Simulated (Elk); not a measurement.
# Single-oscillator dispersion of the refractive index of SrCl2 (Fm-3m) at six laser wavelengths, from RPA on PBE bands

SrCl2 in the fluorite structure is an ionic crystal: each Sr²⁺ sits in a cube of eight Cl⁻ ions, the filled bands nearest the gap are mainly Cl 3p, and the empty states above it are mainly Sr 5s and 4d. All six members of the series are this one crystal, seen at different photon energies $E$. We examine whether $1/(n^2-1)$ falls linearly in $E^2$, as it would if a single electronic oscillator carried the response. For optical design this matters because such a law has two constants, so an index known at two wavelengths would fix it at others. The index is calculated relative to vacuum, from the RPA dielectric function with local fields on PBE bands, and the law is judged by its misfit to these computed values.

## Method

The measured cell of a diffraction database, fixed. Elk 11.2.3 (patched build), all-electron APW+lo (R·K(max) = 7), PBE, no spin polarisation, no spin-orbit coupling, clamped ions. RPA dielectric function with local fields on a k mesh of 8×8×8, Lorentzian broadening 0.15 eV; the rows are a selection of common laser wavelengths, read off the computed spectrum below 72 % of the smallest direct gap; n is the real part of √ε. Smallest direct gap on the mesh: 5.56 eV (PBE).

Notes on method and selection:

- Excitons and lattice vibrations are left out; a gap that is too small makes n too large and too dispersive.
- Crystals whose gap closes at the zone centre at the semilocal level were left out.
- Runs that did not converge, have known faults or may not be shown are not listed, and runs on Ansatz's PAW sets soft_1 and soft_2 are kept to separate tables.

Columns:

- E² (eV²): square of the photon energy.
- E (eV): photon energy.
- n: refractive index.

## Table of results

| member | E² (eV²) | E (eV) | 1/(n² − 1) | n |
| --- | --- | --- | --- | --- |
| 1550 nm | 0.64 | 0.80 | 0.6040 | 1.630 |
| 1064 nm | 1.36 | 1.17 | 0.5992 | 1.634 |
| 633 nm | 3.84 | 1.96 | 0.5823 | 1.648 |
| 532 nm | 5.43 | 2.33 | 0.5713 | 1.658 |
| 405 nm | 9.37 | 3.06 | 0.5434 | 1.685 |
| 365 nm | 11.54 | 3.40 | 0.5275 | 1.702 |

Least-squares fits to the whole series, with x = E² (eV²); R² and errors in the fitted variable (y, or ln y where the fit is in ln y):

| y | members | fit | R² | rms residual | leave-one-out rms | the same for the mean of the others |
| --- | --- | --- | --- | --- | --- | --- |
| 1/(n² − 1) | 6 | y = 0.6089 − 0.007012 x | 1.00 | 3.7×10⁻⁴ | 6.2×10⁻⁴ | 0.033 |
| n | 6 | y = 1.6242 + 0.0065726 x | 1.00 | 0.0015 | 0.0025 | 0.031 |

## The trend and its physics

The law holds closely at the six wavelengths. From 1550 nm to 365 nm, $n$ rises from 1.630 to 1.702, while $1/(n^2-1)$ falls from 0.6040 to 0.5275. The straight line misses by 0.0005 at most, and its leave-one-out error of 0.00062 is far below the 0.033 obtained from the mean of the other members.

The reason is that photons below the gap drive the electrons off resonance. A transition at energy $E_i$ contributes to $n^2-1$ in proportion to $1/(E_i^2-E^2)$, which grows as the photon energy approaches $E_i$. If one effective energy $E_0$ stands for all transitions,

$$n^2-1=\frac{E_d E_0}{E_0^2-E^2},\qquad \frac{1}{n^2-1}=\frac{E_0}{E_d}-\frac{E^2}{E_0E_d},$$

where $E_d$ measures the strength of the response. The fitted constants give $E_0=\sqrt{0.6089/0.007012}=9.32$ eV and $E_d=9.32/0.6089=15.3$ eV. The oscillator energy is 9.32 / 5.56 = 1.68 times the smallest direct gap. It is an average over many interband transitions, most of them well above the threshold, and should not be read as a band edge or an absorption peak.

The line does have a slight bend. Between 1550 nm and 633 nm the slope is (0.5823 − 0.6040) / (3.84 − 0.64) = −0.00678 per eV²; between 532 nm and 365 nm it is (0.5275 − 0.5713) / (11.54 − 5.43) = −0.00717 per eV², about 6 % steeper.

A straight line for $n$ itself against $E^2$ also has an R² of 1.00, but it fits less well. Its rms residual is 0.0015 in $n$. That of the oscillator law, 0.00037 in $1/(n^2-1)$, corresponds to about 0.0004 in $n$, since the conversion factor $(n^2-1)^2/(2n)$ is close to one here.

## Departures from the trend

Largest departures from the fit to the whole series:

| member | 1/(n² − 1) | fit | computed − fit | in rms residuals |
| --- | --- | --- | --- | --- |
| 365 nm | 0.5275 | 0.5280 | −0.0005 | 1.3 |
| 532 nm | 0.5713 | 0.5708 | +0.0005 | 1.3 |
| 1550 nm | 0.6040 | 0.6044 | −0.0004 | 1.1 |
| 633 nm | 0.5823 | 0.5820 | +0.0003 | 0.9 |

These departures are small, but several times the rounding of the printed values, and their signs form a pattern: the computed values lie below the line at both ends of the series and above it in the middle. This is the mark of a smooth bend, so we look for no separate cause at any one wavelength.

The likeliest origin is the spread of transition energies that $E_0$ replaces by one number. Transitions near the gap gain weight faster than the higher ones as the photon energy rises, so $n^2-1$ grows faster than a single oscillator allows. For any spread of positive oscillator strengths, theory requires $1/(n^2-1)$ to bend downward below the gap, which is the sign found here. The 1550 nm member falls below the line simply because a straight line fitted to a downward-bending series lies too high at both ends.

## Using the table

**Can the indices at 1064 nm and 405 nm supply the one at 532 nm?**

The slope between the two is (0.5434 − 0.5992) / (9.37 − 1.36) = −0.00697 per eV². At 532 nm this gives 0.5992 − 0.00697 × (5.43 − 1.36) = 0.5708, so $n=\sqrt{1+1/0.5708}=1.659$. The computed index is 1.658, so two wavelengths on either side of the target recover it to within about 0.001. That is enough for estimating a reflectance, but not for precision lens design.

**Can 1064 nm and 532 nm supply the index at 365 nm?**

The slope is now (0.5713 − 0.5992) / (5.43 − 1.36) = −0.00686 per eV². At 365 nm we obtain 0.5713 − 0.00686 × (11.54 − 5.43) = 0.5294, hence $n=\sqrt{1+1/0.5294}=1.700$, against 1.702 computed. The estimate is low by 0.002 because the slope steepens towards the ultraviolet. Where that error matters, one of the two reference wavelengths should lie in the near ultraviolet.

**How far does the focal length of a thin SrCl2 lens shift between 532 nm and 1064 nm?**

In vacuum the focal length is proportional to $1/(n-1)$. With the computed indices the ratio is (1.658 − 1) / (1.634 − 1) = 1.038, so the focal length at 1064 nm is about 4 % longer than at 532 nm.

## Conclusions

At the six wavelengths, from 0.80 to 3.40 eV, a single oscillator reproduces the computed index to about 0.0005. The highest of these energies is 3.40 / 5.56 = 0.61 of the direct gap, so the test does not reach the region near the absorption edge, where the spread of transitions counts most.

Agreement with the law says nothing about the accuracy of the index itself, and measured indices are not compared here. The PBE gap is too small, which makes $n$ too large and its dispersion too strong. The missing attraction between electron and hole acts the other way, since excitons would move oscillator strength to lower energy and raise $n$. Lattice vibrations, also left out, would lower $n$ slightly, most of all at 1550 nm, and so lift that end of the plot of $1/(n^2-1)$.
